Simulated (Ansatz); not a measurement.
# Ligand exchange: CH2Cl2 + GeH3I → CH2ClI + GeH3Cl

Species: CH2Cl2 (dichloromethane) `ClCCl`, singlet; GeH3I `[GeH3][I]`, singlet; CH2ClI `ClCI`, singlet; GeH3Cl (chlorogermane) `[Cl][GeH3]`, singlet. The partners trade Cl for I: C–Cl and Ge–I bonds give way to C–I and Ge–Cl.

Shapes, held fixed at every level: PBE0-D4/def2-TZVP. Programs: Ansatz 0.2.0. The zero-point and thermal change to 298 K, harmonic and unscaled (PBE0-D4/def2-TZVP), is -1.0 kJ/mol.

| level | kind | ΔH(298 K) (kJ/mol) | less CCSD(T)/def2-TZVPP |
| --- | --- | --- | --- |
| PBE0-D4/def2-TZVPP | global hybrid | +1.0 | +8.1 |
| wB97M-V/def2-TZVPP | range-separated hybrid | -2.0 | +5.1 |
| B2PLYP/def2-TZVPP | double hybrid | -4.8 | +2.3 |
| MP2/def2-SVP | perturbation theory | +1.7 | +8.8 |
| MP2/def2-TZVPP | perturbation theory | -7.5 | -0.4 |
| CCSD(T)/def2-SVP | coupled cluster or CI | +2.2 | +9.3 |
| CCSD/def2-TZVPP | coupled cluster or CI | -6.1 | +1.0 |
| CCSD(T)/def2-TZVPP | coupled cluster or CI | -7.1 | 0.0 |

The highest level, CCSD(T)/def2-TZVPP, gives ΔH(298 K) = -7.1 kJ/mol; the levels span -7.5 to +2.2. They disagree on the sign: 3 of 8 are positive. The column of differences is taken from that level and isn't an error. No measured value is set beside it here. For atoms past krypton def2 sets carry core potentials with scalar relativity. Relativity is left out for Ge. Outer-core shells of Ge, I are correlated in most correlated rows, in sets that cover them unevenly.

The exchange is close to thermoneutral, with a modest preference for Ge–Cl plus C–I at the highest level. This is the direction expected from bond polarity: germanium is more electropositive than carbon, so it gains more from binding the more electronegative chlorine, while carbon gives up less by taking iodine. Because bond types are exchanged rather than lost, most of the large difference between chloride and iodide bond strengths cancels. Partial loss of the geminal Cl/Cl stabilisation in CH2Cl2 probably offsets some of the gain.

The basis set matters more than the treatment of correlation beyond MP2. CCSD(T) moves from +2.2 to -7.1 kJ/mol between the two sets, and MP2 shifts almost in parallel, whereas MP2, CCSD and CCSD(T) nearly coincide in the larger one. This suggests that the small set describes polarisation and correlation around the heavy atoms unevenly across the exchange. The positive coupled-cluster value is therefore no real evidence for an endothermic reaction, but with a shift this large, two basis sets don't establish a converged enthalpy.
